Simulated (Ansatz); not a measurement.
# Equilibrium of BH2F + GaH2I ⇌ BH2I + GaH2F at process temperatures

Species: BH2F `BF`, singlet; GaH2I `[GaH2][I]`, singlet; BH2I `BI`, singlet; GaH2F `[F][GaH2]`, singlet. The partners trade F for I: B–F and Ga–I bonds give way to B–I and Ga–F.

The electronic reaction energy at CCSD(T)/def2-TZVPP is +110.2 kJ/mol. Shapes: PBE0-D4/def2-TZVP. Programs: Ansatz 0.2.0. Enthalpy and entropy come from rigid-rotor, harmonic-oscillator sums on unscaled PBE0-D4/def2-TZVP wavenumbers, ideal gases at 1 bar. Symmetry numbers: BH2F 2, GaH2I 2, BH2I 2, GaH2F 2. R = 8.3145 J/(mol K).

| T (K) | ΔH (kJ/mol) | ΔS (J/(mol K)) |
| --- | --- | --- |
| 300 | +106.6 | +0.3 |
| 500 | +107.3 | +1.9 |
| 700 | ? | ? |

**Question.** Work out ln K at 300 and 500 K, and from these estimate it at 700 K.

**Answer.** 
1. 300 K: ΔG = +106.6 − 300 × (+0.3)/1000 = +106.5 kJ/mol; ln K = −ΔG/RT = -42.70.
2. 500 K: ΔG = +107.3 − 500 × (+1.9)/1000 = +106.3 kJ/mol; ln K = −ΔG/RT = -25.57.
3. Slope against 1000/T: (-25.57 − (-42.70))/(2.0000 − 3.3333) = -12.85, that is −ΔH/R with ΔH near +107 kJ/mol.
4. 700 K: ln K = -42.70 + (-12.85) × (1.4286 − 3.3333) = -18.22.

The full sums give ΔH = +108.0 kJ/mol, ΔS = +3.0 J/(mol K), ΔG = +105.9 kJ/mol and ln K = -18.20 at 700 K, so the line is off by -0.02 in ln K; without rounding the miss is -0.05, from the change of ΔH with temperature. The reactants are favoured over this whole range. An error of 10 kJ/mol in the energy moves ln K by 1.7 at 700 K. Soft modes are treated as harmonic, which can err either way at these temperatures; the lowest are those of GaH2I (250 cm⁻¹). For atoms past krypton def2 sets carry core potentials with scalar relativity. Relativity is left out for Ga. Outer-core shells of Ga, I are correlated, in sets that cover them unevenly.

The exchange is strongly uphill because fluorine gains much more than iodine does from being bound to boron rather than gallium. The B–F bond is short and strongly polar, and it is reinforced by donation from a fluorine lone pair into the empty boron 2p orbital. Gallium's larger, more diffuse 4p orbital accepts that donation less well, and iodine is a poor π donor to either centre, so B–I recovers little of the loss. Electronegativity alone would not give this preference, since boron is no more electropositive than gallium.

Entropy offers almost no counterweight, as two molecules of like shape and symmetry become two others. The rise of ln K on heating therefore reflects a nearly constant ΔG divided by a growing RT, not an entropic drive towards products. The slight growth of ΔH and ΔS probably comes from replacing the stiff B–F stretch with softer modes that are more easily excited. The result holds for monomers only; halide-bridged dimers, which gallium readily forms, could shift the overall balance.
